All-electron Dirac Kohn-Sham calculations with Quantum ESPRESSO ld1.x 7.5 for the triply charged ions from Hf to Hg, using the BLYP functional, spherical densities, no spin polarisation and a point nucleus. In the open 5d shell, 5d3/2 is filled before 5d5/2. Eigenvalues are negative for bound levels.

| species | Z | electrons | configuration | eigenvalue (5p1/2) (eV) | eigenvalue (5p3/2) (eV) | mean radius (5p1/2) (bohr) | mean radius (5p3/2) (bohr) | ε(5p3/2) − ε(5p1/2) (eV) |
| --- | --- | --- | --- | --- | --- | --- | --- | --- |
| Hf3+ | 72 | 69 | [Xe] (4f5/2)6 (4f7/2)8 (5d3/2)1 | -67.933 | -59.972 | 1.2543 | 1.3566 | 7.962 |
| Ta3+ | 73 | 70 | [Xe] (4f5/2)6 (4f7/2)8 (5d3/2)2 | -73.169 | -64.236 | 1.2105 | 1.3109 | 8.934 |
| W3+ | 74 | 71 | [Xe] (4f5/2)6 (4f7/2)8 (5d3/2)3 | -78.516 | -68.520 | 1.1692 | 1.2681 | 9.996 |
| Re3+ | 75 | 72 | [Xe] (4f5/2)6 (4f7/2)8 (5d3/2)4 | -83.957 | -72.807 | 1.1306 | 1.2282 | 11.150 |
| Os3+ | 76 | 73 | [Xe] (4f5/2)6 (4f7/2)8 (5d3/2)4 (5d5/2)1 | -89.696 | -77.282 | 1.0939 | 1.1903 | 12.414 |
| Ir3+ | 77 | 74 | [Xe] (4f5/2)6 (4f7/2)8 (5d3/2)4 (5d5/2)2 | -95.541 | -81.765 | 1.0594 | 1.1549 | 13.776 |
| Pt3+ | 78 | 75 | [Xe] (4f5/2)6 (4f7/2)8 (5d3/2)4 (5d5/2)3 | -101.50 | -86.258 | 1.0271 | 1.1218 | 15.243 |
| Au3+ | 79 | 76 | [Xe] (4f5/2)6 (4f7/2)8 (5d3/2)4 (5d5/2)4 | -107.58 | -90.764 | 0.99659 | 1.0907 | 16.817 |
| Hg3+ | 80 | 77 | [Xe] (4f5/2)6 (4f7/2)8 (5d3/2)4 (5d5/2)5 | -113.79 | -95.289 | 0.96784 | 1.0615 | 18.505 |

The filled 5p shell of these heavy triply charged ions is bound by 60 to 114 eV, has a mean radius of about one bohr and is split by 8 to 19 eV. The last column, $\varepsilon(5p_{3/2})-\varepsilon(5p_{1/2})$, is this spin-orbit splitting between the two Dirac levels of one filled shell, not a gap between filled and empty states. It is roughly a tenth of a unit of quantum number times a local rate $d\varepsilon/dn$ of 100 to 180 eV per unit. In the same calculations each p shell further in is split 4 to 7 times more strongly, up to 1192 eV for 2p in Hf³⁺. From Hf³⁺ to Hg³⁺ the nuclear charge $Z$ grows by 11 %, yet the 5p splitting grows by a factor of 2.32, locally as $Z^{8}$. The leading-order law for a one-electron ion is $Z^4$, a factor of 1.52. The only irregular place is the step from Re to Os, where both levels drop by an extra 0.2 eV.

A p electron feels spin-orbit coupling mainly close to the nucleus, where the field is nearly that of the bare charge and the binding energy of an outer level is negligible against the potential. There the Dirac radial function starts as $r^{\gamma}$ with $\gamma_\kappa=\sqrt{\kappa^2-(Z\alpha)^2}$, where $\alpha$ is the fine-structure constant and $|\kappa|=j+\tfrac12$, and the principal quantum number $n$ is replaced by $n-|\kappa|+\gamma_\kappa$. The levels $p_{1/2}$ ($|\kappa|=1$) and $p_{3/2}$ ($|\kappa|=2$) therefore differ in effective quantum number by

$$\delta(Z)=\sqrt{4-(Z\alpha)^2}-\sqrt{1-(Z\alpha)^2}-1 .$$

This is a phase offset picked up on the inner passage, and it is nearly the same for every p shell of the ion. It becomes an energy through the rate at which the p levels move with quantum number, $\omega=d\varepsilon/dn$, which is the classical frequency with which the electron returns to the nucleus:

$$\Delta\varepsilon\approx\delta(Z)\,\omega .$$

Two limits show what the product can do. For small $Z\alpha$, $\delta\to(Z\alpha)^2/4$. In a one-electron ion $\omega=Z^2/n^3$ hartree, and the product $\alpha^2Z^4/4n^3$ is the familiar fine structure of a p level: two powers of $Z$ come from the nucleus and two from the orbit. In the opposite limit, an electron far outside a core that screens every added proton sees a fixed net charge; at fixed effective quantum number $\omega$ stands still and the splitting grows only as $Z^2$. The 5p shell outruns both limits. It sees an effective charge $Z-s$ much smaller than $Z$, as in the second limit, but that charge grows along the row, as in the first. With $\omega\propto(Z-s)^2$, one step along the row raises $\omega$ by the fraction $2(1-ds/dZ)/(Z-s)$ instead of $2/Z$. The added 5d electron and the relaxation of the others cancel a good part of each proton, but $Z-s$ is only of order ten, as the radii imply, so the fraction still exceeds $2/Z$. The eighth power is thus a local slope over nine elements, not a law.

The numbers divide the growth accordingly. From Hf to Hg $\delta$ rises from 0.0789 to 0.1010, a factor of 1.280. That is a little more than $(80/72)^2=1.235$, because $Z\alpha$ above one half is no longer small. The remaining factor, 1.816, belongs to $\omega$, which is defined here as the splitting divided by $\delta$ and runs from 101 to 183 eV. About 2.3 of the eight powers of $Z$ are nuclear and about 5.7 are orbital.

That the orbital part is tied to the shrinking of the shell follows from a scaling argument. In a Coulomb field of charge $Z_{\rm eff}$ and effective quantum number $n^*$, $\omega=Z_{\rm eff}^2/n^{*3}$ and $\langle r\rangle\approx 3n^{*2}/2Z_{\rm eff}$ in atomic units, so $\omega\langle r\rangle^2\approx 9n^*/4$ does not depend on the charge. If $n^*$ stays fixed,

$$\Delta\varepsilon\approx C\,\delta(Z)/\langle r\rangle^2 ,$$

with $\langle r\rangle$ the average of the two mean radii. The one constant was fitted to all nine rows and is $C=180.6$ eV bohr². For Hg³⁺, which is among the fitted rows, $Z\alpha=80/137.04=0.5838$ and its square is 0.3408. The two roots are 1.9129 and 0.8119, so $\delta=0.1010$. The radius is $(0.96784+1.0615)/2=1.0147$ bohr, whose square is 1.0296, and $\Delta\varepsilon=180.6\times0.1010/1.0296\approx17.7$ eV. The computed value is 18.505 eV, so the estimate is 4 % low. At Hf³⁺ it is 5 % high relative to the table, and the error slides steadily from one end to the other, passing through zero near Os³⁺. At both ends it is hundreds of times larger than the rounding of the table (0.01 %). The model gives a growth of 2.12 where the calculation has 2.32. Since the radii come from the same calculation as the levels, this is a relation between two results and not a prediction. The printed analysis after this text gives the errors row by row.

The inner shells offer a check with nothing fitted. From Hf to Au, where $\delta$ grows by 1.242 for every shell, the splittings grow by 1.54 (2p), 1.59 (3p), 1.66 (4p) and 2.11 (5p). A purely nuclear cause would make the four factors equal; they rise outwards instead, as does the contraction, with $1/\langle r\rangle$ up by 12 % for 2p and 25 % for 5p. The form $\delta/\langle r\rangle^2$ reproduces the growth within 2 % for the three inner shells and falls 8 % short for 5p. The absolute size can also be tested for a shell with filled p neighbours on both sides, by taking $\omega$ from a logarithmic interpolation of their eigenvalues. This gives 58.5 eV for 4p in Hf³⁺, equal to the computed splitting, but the match is partly luck: the same recipe is 3 % high for 4p in Au³⁺ and 8 to 9 % high for 3p, as might follow from a coarse interpolation and from using the unscreened $Z$ in $\delta$.

Within this Coulomb picture, the shortfall for 5p means that $n^*$ is not fixed. The 5p electron does not move in the field of one charge, so $n^*$ is only a parameter of the comparison, and these runs do not show what makes $\omega\langle r\rangle^2$ creep up. Freeing the power of the radius gives 2.37 and errors below 0.15 %, but $Z$ and $\langle r\rangle$ move together along the row, so this exponent carries no physical meaning. A screened hydrogenic formula, $(Z-s)^4$ with $n=5$ and one $s$ fitted to all rows, needs no radii and does not do much worse, with a root-mean-square error of 4.5 % against 3.0 %. The table alone does not dismiss it. The objection is physical: it uses one charge for both the nuclear and the outer region, and the $s$ needed row by row falls from 31.3 to 29.7 although electrons are being added.

The contraction itself is the standard effect of incomplete screening. Each step adds a proton and a 5d electron, and that electron lies mostly outside 5p (in Hf³⁺ its mean radius is about one and a half times that of 5p). In Os³⁺ an added proton would pull a frozen $5p_{3/2}$ orbital down by 30.1 eV, while the Coulomb repulsion $F^0$ from one $5d_{5/2}$ electron pushes it up by 17.1 eV, or 57 % of that. The sign is right, but the net 13 eV is three times the actual step of 4.48 eV to Ir³⁺. The rest is argued to be relaxation, since all other electrons also close in on the larger charge. The reasoning carries over to neighbouring cases: among the p shells, the one just beneath the shell being filled should show the steepest growth of its splitting, a deep p shell approaches $Z^4$ with a relativistic surplus, and filling a shell that lies inside 5p, as 4f does, should screen better and flatten the slope.

The radii carry the same two factors. The ratio of the $5p_{3/2}$ to the $5p_{1/2}$ radius rises in every row, from 1.082 to 1.097, in the direction that a growing $\delta$ demands. The difference nonetheless falls from 0.102 to 0.094 bohr, because both orbitals shrink by about 22 %.

At Re→Os the steps of both eigenvalues change. The $5p_{3/2}$ level drops by 4.26 to 4.29 eV per element up to Re and by 4.48 to 4.53 eV from there on. Measured against the smooth curvature on either side, the extra drop is 0.18 eV for $5p_{3/2}$ and 0.20 eV for $5p_{1/2}$. This is where the imposed filling turns from $5d_{3/2}$ to $5d_{5/2}$. The latter is 3 % more diffuse in Os³⁺ and repels $5p_{3/2}$ by 0.34 eV less, which has the right sign and, for frozen orbitals, about twice the size. In Au³⁺ the corresponding differences are 0.40 and 0.44 eV for the two 5p levels, nearly equal, which explains why little survives in the splitting: an extra 0.015 eV, with rounding good for 0.004 eV. The 4f levels also pass below $5p_{3/2}$ between Re and Os, but a spherical field cannot mix f with p, the larger step persists through Hg instead of healing, and the passage of 4f below $5p_{1/2}$ at Pt leaves no comparable mark. The coincidence with the filling is shown by the numbers and the cause is argued from the integrals.

The kink is therefore a product of the filling rule and has nothing to do with a half-filled shell. In Os³⁺ the 5d–5d integral $F^2$ is six times the 5d spin-orbit splitting of 1.26 eV, but it enters term energies with small angular factors, and the exchange measure $(F^2+F^4)/14$, about 0.93 eV, is only comparable with that splitting. A real Os³⁺ ion is thus in intermediate coupling: it would not complete $5d_{3/2}$ first, and this spherical, unpolarised state is not its ground term. At the ends of the row, with one 5d electron or one 5d hole, the imposed filling is the lowest one. The eigenvalues are also not removal energies: for the highest level of Hf³⁺, $-\varepsilon$ lies almost six eV below the computed ionisation energy. An offset of this kind should largely cancel between two levels of such similar shape, yet a 5p hole in a real ion couples to the open 5d shell through exchange integrals of about 10 eV, as large as the splitting itself, so a spectrum would show multiplets and not a clean doublet. The Breit interaction and a finite nucleus act in the inner region that sets $\delta$, and both are left out, so the digits of the splitting describe this model atom more closely than they describe nature.

Numerical output:

```
Hg/Hf: gap x2.324 (Z exponent 8.01); Z^4 x1.524; delta x1.280
Hg/Hf: 1/r^2 x1.655; delta/r^2 x2.119; gap/delta x1.816
A: C=180.6 eV bohr^2; B: n=5 hydrogenic, s=30.57; A with free exponent p=2.37
ion  delta  gap/delta(eV)  errA%  errB%  errAfree%  s_row  r32/r12  r32-r12(bohr)
Hf3+ 0.0789  100.9  +5.04  +7.25  +0.11 31.29 1.0816 0.1023
Ta3+ 0.0815  109.7  +3.62  +5.15  +0.03 31.10 1.0829 0.1004
W3+ 0.0841  118.9  +2.28  +3.15  -0.02 30.90 1.0846 0.0989
Re3+ 0.0867  128.6  +1.00  +1.29  -0.07 30.71 1.0863 0.0976
Os3+ 0.0894  138.8  -0.22  -0.55  -0.10 30.51 1.0881 0.0964
Ir3+ 0.0922  149.4  -1.33  -2.23  -0.08 30.31 1.0901 0.0955
Pt3+ 0.0951  160.3  -2.39  -3.77  -0.05 30.11 1.0922 0.0947
Au3+ 0.0980  171.6  -3.35  -5.19  +0.04 29.92 1.0944 0.0941
Hg3+ 0.1010  183.2  -4.24  -6.50  +0.14 29.73 1.0968 0.0937
model A: rms 3.01%, worst Hf3+ +5.04%
model B: rms 4.46%, worst Hf3+ +7.25%
model Afree: rms 0.08%, worst Hg3+ +0.14%
rounding floor: gap 0.006%, 1/r^2 about 0.010%
radius shrink Hf->Hg: 5p1/2 22.8%, 5p3/2 21.8%
Au/Hf by shell (delta x1.242, Z x1.097):
 2p 1192.3->1836.4 eV x1.540; 1/r x1.124; model x1.570 (+1.9%)
 3p 255.5->405.2 eV x1.586; 1/r x1.131; model x1.590 (+0.3%)
 4p 58.5->97.2 eV x1.662; 1/r x1.152; model x1.647 (-0.9%)
 5p 8.0->16.8 eV x2.112; 1/r x1.251; model x1.944 (-8.0%)
no-parameter Hf3+ 3p: 278.2 vs 255.5 eV (+8.9%)
no-parameter Hf3+ 4p: 58.5 vs 58.5 eV (-0.0%)
no-parameter Au3+ 3p: 437.5 vs 405.2 eV (+8.0%)
no-parameter Au3+ 4p: 100.1 vs 97.2 eV (+3.0%)
5p1/2 steps eV: -5.236 -5.347 -5.441 -5.739 -5.845 -5.959 -6.080 -6.210
5p1/2 2nd diff: -0.111 -0.094 -0.298 -0.106 -0.114 -0.121 -0.130; excess Re->Os -0.198
5p3/2 steps eV: -4.264 -4.284 -4.287 -4.475 -4.483 -4.493 -4.506 -4.525
5p3/2 2nd diff: -0.020 -0.003 -0.188 -0.008 -0.010 -0.013 -0.019; excess Re->Os -0.182
gap steps eV: 0.972 1.062 1.154 1.264 1.362 1.467 1.574 1.688
gap 2nd diff: 0.090 0.092 0.110 0.098 0.105 0.107 0.114; excess Re->Os +0.015
floor of excess 0.004 eV (5p1/2 from Pt on is rounded to 0.01 eV)
F0 5d5/2 minus 5d3/2: Os 5p3/2 -0.335; Au 5p3/2 -0.401, 5p1/2 -0.445 eV; Au effect on gap +0.044
Os3+ 5p3/2: proton 30.1, F0 17.1 eV (0.57); frozen -13.1, step -4.48 eV (x2.9)
Au3+ 5p3/2: proton 33.1, F0 19.0 eV (0.57); frozen -14.1, step -4.53 eV (x3.1)
Os: r(5d5/2)/r(5d3/2) 1.029; 5d split 1.26 eV; F2/split 6.2
```
